**Shell sizes and orbital energies of neutral scandium**

The table holds orbital energies and radial moments for the ten $nlj$ orbitals of Sc, [Ar] 3d¹4s², from configuration-averaged Dirac-Coulomb Hartree-Fock at the basis limit. The program fits nothing: it reads hydrogenic effective charges from $\langle 1/r\rangle$, $\langle r\rangle$ and $\varepsilon$, compares the peak radii of Slater's rules with $r_\text{max}$, and works out shape ratios, $j$ splittings and sums. Slater's peaks lie within 5% of $r_\text{max}$ for 1s, 2p, 3s and 3p but miss 2s by −16%, 4s by +42% and 3d by about +166%. Although 3d lies 3.38 eV below 4s, the Slater integrals of the run give a frozen-orbital cost of about 3.6 eV for moving a 4s electron into 3d. The Breit shift is 19% of the 3d splitting, and the computed ionisation energy falls 1.04 eV short of the tabulated measured value.

Orbitals of the neutral Sc atom (Z = 21), [Ar] 3d¹ 4s², computed with B-spline radial code 1 using Dirac-Coulomb Hartree-Fock at the basis-set limit. The atom is spherical, with open shells averaged over the whole nl configuration, and has a Fermi nucleus. r_max is the radius at which an orbital's radial probability density is largest.

## Program and output

```python
# Table: orbital energies and radial moments of neutral Sc, [Ar] 3d1 4s2, B-spline radial code,
# Dirac-Coulomb Hartree-Fock, nl average, Fermi nucleus. Worked out: hydrogenic effective charges,
# Slater's rules, shapes, j splittings, frozen-orbital 4s->3d cost, sums against the run's totals.
T = {
    'orbital': ['1s1/2', '2s1/2', '2p1/2', '2p3/2', '3s1/2', '3p1/2', '3p3/2', '3d3/2', '3d5/2', '4s1/2'],
    'n': [1, 2, 2, 2, 3, 3, 3, 3, 3, 4],
    'l': [0, 0, 1, 1, 0, 1, 1, 2, 2, 0],
    'nl_electrons': [2, 2, 6, 6, 2, 6, 6, 1, 1, 2],
    'e': [-166.88, -19.266, -15.803, -15.628, -2.5916, -1.5884, -1.5682, -0.33607, -0.3353, -0.21142],  # hartree
    'r': [0.072975, 0.34051, 0.30446, 0.30697, 1.0731, 1.1675, 1.175, 1.6894, 1.693, 3.938],  # bohr
    'r_max': [0.04782, 0.2824, 0.2311, 0.2331, 0.9246, 0.9677, 0.9737, 1.124, 1.126, 3.222],  # bohr
    'inv_r': [20.777, 4.3408, 4.243, 4.1954, 1.2933, 1.1617, 1.1524, 0.79401, 0.79218, 0.32256],  # 1/bohr
    'r2': [0.007163, 0.1371, 0.1143, 0.1161, 1.325, 1.601, 1.622, 3.701, 3.717, 17.88],  # bohr²
}
import numpy as np
from scipy.constants import alpha, physical_constants as pc
eV = pc['Hartree energy in eV'][0]
Z = 21
o = list(T['orbital'])
n, l, q0, e, r, rm, ir, r2 = (np.array(T[k], float) for k in ('n', 'l', 'nl_electrons', 'e', 'r', 'r_max', 'inv_r', 'r2'))
ix = {s: i for i, s in enumerate(o)}
q = q0*np.array([int(s[2]) + 1 for s in o])/(2*(2*l + 1))   # share (2j+1) of the nl electrons
sp2, sp3 = 7*0.35 + 2*0.85, 7*0.35 + 8*0.85 + 2             # Slater's screening rules
S = {'1s': 0.30, '2s': sp2, '2p': sp2, '3s': sp3, '3p': sp3, '3d': 18.0, '4s': 0.35 + 9*0.85 + 10}
Zs = np.array([Z - S[s[:2]] for s in o])
rs = np.where(n == 4, 3.7, n)**2/Zs
c1 = (3*n**2 - l*(l + 1))/2
c2 = n**2*(5*n**2 + 1 - 3*l*(l + 1))/2
Zi, Zr, Ze = n**2*ir, c1/r, n*np.sqrt(-2*e)
print('row  electrons  Z from <1/r>, <r>, eps | Slater Z, peak (bohr), error vs r_max')
for i, s in enumerate(o):
    print(f'{s} {q[i]:.1f}  {Zi[i]:5.2f} {Zr[i]:5.2f} {Ze[i]:5.2f} | {Zs[i]:5.2f} {rs[i]:.3f} {100*(rs[i]/rm[i]-1):+.0f}%')
print('row  eps (eV)  <r>/r_max  spread/<r> (hydrogenic)  share of summed <r2>')
for i, s in enumerate(o):
    print(f'{s} {e[i]*eV:9.2f}  {r[i]/rm[i]:.2f}  {np.sqrt(r2[i]/r[i]**2-1):.2f} ({np.sqrt(c2[i]/c1[i]**2-1):.2f})  {100*q[i]*r2[i]/(q@r2):.1f}%')
print(f'hydrogenic <r>/r_max of nodeless 1s, 2p, 3d: {1.5:.2f}, {5/4:.2f}, {10.5/9:.2f}')
for a, b in (('2s1/2', '2p3/2'), ('3s1/2', '3p3/2'), ('3p3/2', '3d5/2'), ('3d5/2', '4s1/2')):
    i, k = ix[a], ix[b]
    print(f'{a}/{b}: eps {e[i]/e[k]:.2f}, r_max {rm[i]/rm[k]:.2f}, <r> {r[i]/r[k]:.3f} (equal charge {c1[i]/c1[k]:.3f})')
g = np.sqrt(1 - (Z*alpha)**2)
Eb = (g - 1)/alpha**2
print(f'(Z alpha)^2 = {(Z*alpha)**2:.4f}; bare Dirac 1s: <1/r> {Z/g:.2f} 1/bohr (non-rel. {Z}), <r> {(2*g+1)/(2*Z):.5f} bohr')
print(f'bare 1s energy {Eb:.1f}, eps(1s) minus it {e[0]-Eb:.1f}, summed <1/r> of n>=2 electrons {q[1:]@ir[1:]:.1f} hartree')
# further outputs of the same run, typed in: Breit shifts (eV), <1/r^3>, Slater integrals (eV), totals
br = {'1s1/2': 4.217915, '2p1/2': 0.5512632, '2p3/2': 0.4067468, '3p1/2': 0.05594851,
      '3p3/2': 0.04049394, '3d3/2': 0.01033865, '3d5/2': 0.006448543}
gap = {}
for a, b in (('2p1/2', '2p3/2'), ('3p1/2', '3p3/2'), ('3d3/2', '3d5/2')):
    i, k = ix[a], ix[b]
    gap[a[:2]] = d = (e[k] - e[i])*eV
    u = 10**(np.floor(np.log10(-e[i])) - 4)*eV
    print(f'{a[:2]} j gap {d:.4f} +- {u:.4f} eV, Breit change {br[b]-br[a]:+.4f} eV ({100*(br[b]-br[a])/d:+.0f}%), <r> step {100*(r[k]/r[i]-1):.2f}%')
print(f'gap ratio 2p/3p {gap["2p"]/gap["3p"]:.2f}; 1/n^3 gives {27/8:.2f}; <1/r^3> ratio {219.8255/22.6041:.2f}; gap 3p/3d {gap["3p"]/gap["3d"]:.0f}')
print(f'Breit shift of 1s {br["1s1/2"]/eV:.3f} hartree; last printed digit of eps(1s) 0.01 hartree')
ed = q[ix['3d3/2']]*e[ix['3d3/2']] + q[ix['3d5/2']]*e[ix['3d5/2']]
de = (ed - e[ix['4s1/2']])*eV
Udd = 14.96683 - 2/63*(6.791965 + 4.199606)
Uds = 0.4*(7.807846 - 1.237182/10) + 0.6*(7.805815 - 1.242409/10)
print(f'eps(3d mean) - eps(4s) = {de:.2f} eV; U(dd) {Udd:.2f}, U(ds) {Uds:.2f}, difference {Udd-Uds:.2f} eV')
print(f'frozen-orbital cost of 3d1 4s2 -> 3d2 4s1: {de+Udd-Uds:.2f} eV')
print(f'summed <r2> {q@r2:.2f} bohr^2, run total 52.79')
print(f'-Z x summed <1/r> {-Z*(q@ir):.2f} hartree (rounding about 0.03), run total -1815.69')
kp, ie, ex = -e[ix['4s1/2']]*eV, 5.521951, 6.56149
print(f'ionisation: -eps(4s) {kp:.3f}, energy difference {ie:.3f}, tabulated measured {ex:.3f} eV')
print(f'relaxation {kp-ie:.2f} eV; shortfall {ex-ie:.2f} eV ({100*(ex-ie)/ex:.0f}%); Breit, QED, recoil {5.519978-ie:+.3f} eV')
assert de < 0 < de + Udd - Uds and rm[ix['3d5/2']] < 0.5*rm[ix['4s1/2']]
assert r[ix['2s1/2']] > r[ix['2p3/2']] and r[ix['3s1/2']] < r[ix['3p1/2']] < r[ix['3d3/2']]
assert np.all(Ze < Zi) and np.all(Ze < Zr)
assert abs(q@r2 - 52.79133) < 0.03 and abs(Z*(q@ir) - 1815.694) < 0.04
```

Output:

```
row  electrons  Z from <1/r>, <r>, eps | Slater Z, peak (bohr), error vs r_max
1s1/2 2.0  20.78 20.55 18.27 | 20.70 0.048 +1%
2s1/2 2.0  17.36 17.62 12.41 | 16.85 0.237 -16%
2p1/2 2.0  16.97 16.42 11.24 | 16.85 0.237 +3%
2p3/2 4.0  16.78 16.29 11.18 | 16.85 0.237 +2%
3s1/2 2.0  11.64 12.58  6.83 |  9.75 0.923 -0%
3p1/2 2.0  10.46 10.71  5.35 |  9.75 0.923 -5%
3p3/2 4.0  10.37 10.64  5.31 |  9.75 0.923 -5%
3d3/2 0.4   7.15  6.22  2.46 |  3.00 3.000 +167%
3d5/2 0.6   7.13  6.20  2.46 |  3.00 3.000 +166%
4s1/2 2.0   5.16  6.09  2.60 |  3.00 4.563 +42%
row  eps (eV)  <r>/r_max  spread/<r> (hydrogenic)  share of summed <r2>
1s1/2  -4541.04  1.53  0.59 (0.58)  0.0%
2s1/2   -524.25  1.21  0.43 (0.41)  0.5%
2p1/2   -430.02  1.32  0.48 (0.45)  0.4%
2p3/2   -425.26  1.32  0.48 (0.45)  0.9%
3s1/2    -70.52  1.16  0.39 (0.37)  5.0%
3p1/2    -43.22  1.21  0.42 (0.39)  6.1%
3p3/2    -42.67  1.21  0.42 (0.39)  12.3%
3d3/2     -9.14  1.50  0.54 (0.38)  2.8%
3d5/2     -9.12  1.50  0.54 (0.38)  4.2%
4s1/2     -5.75  1.22  0.39 (0.35)  67.7%
hydrogenic <r>/r_max of nodeless 1s, 2p, 3d: 1.50, 1.25, 1.17
2s1/2/2p3/2: eps 1.23, r_max 1.21, <r> 1.109 (equal charge 1.200)
3s1/2/3p3/2: eps 1.65, r_max 0.95, <r> 0.913 (equal charge 1.080)
3p3/2/3d5/2: eps 4.68, r_max 0.86, <r> 0.694 (equal charge 1.190)
3d5/2/4s1/2: eps 1.59, r_max 0.35, <r> 0.430 (equal charge 0.438)
(Z alpha)^2 = 0.0235; bare Dirac 1s: <1/r> 21.25 1/bohr (non-rel. 21), <r> 0.07087 bohr
bare 1s energy -221.8, eps(1s) minus it 54.9, summed <1/r> of n>=2 electrons 44.9 hartree
2p j gap 4.7620 +- 0.0272 eV, Breit change -0.1445 eV (-3%), <r> step 0.82%
3p j gap 0.5497 +- 0.0027 eV, Breit change -0.0155 eV (-3%), <r> step 0.64%
3d j gap 0.0210 +- 0.0003 eV, Breit change -0.0039 eV (-19%), <r> step 0.21%
gap ratio 2p/3p 8.66; 1/n^3 gives 3.38; <1/r^3> ratio 9.73; gap 3p/3d 26
Breit shift of 1s 0.155 hartree; last printed digit of eps(1s) 0.01 hartree
eps(3d mean) - eps(4s) = -3.38 eV; U(dd) 14.62, U(ds) 7.68, difference 6.94 eV
frozen-orbital cost of 3d1 4s2 -> 3d2 4s1: 3.56 eV
summed <r2> 52.79 bohr^2, run total 52.79
-Z x summed <1/r> -1815.68 hartree (rounding about 0.03), run total -1815.69
ionisation: -eps(4s) 5.753, energy difference 5.522, tabulated measured 6.561 eV
relaxation 0.23 eV; shortfall 1.04 eV (16%); Breit, QED, recoil -0.002 eV
```
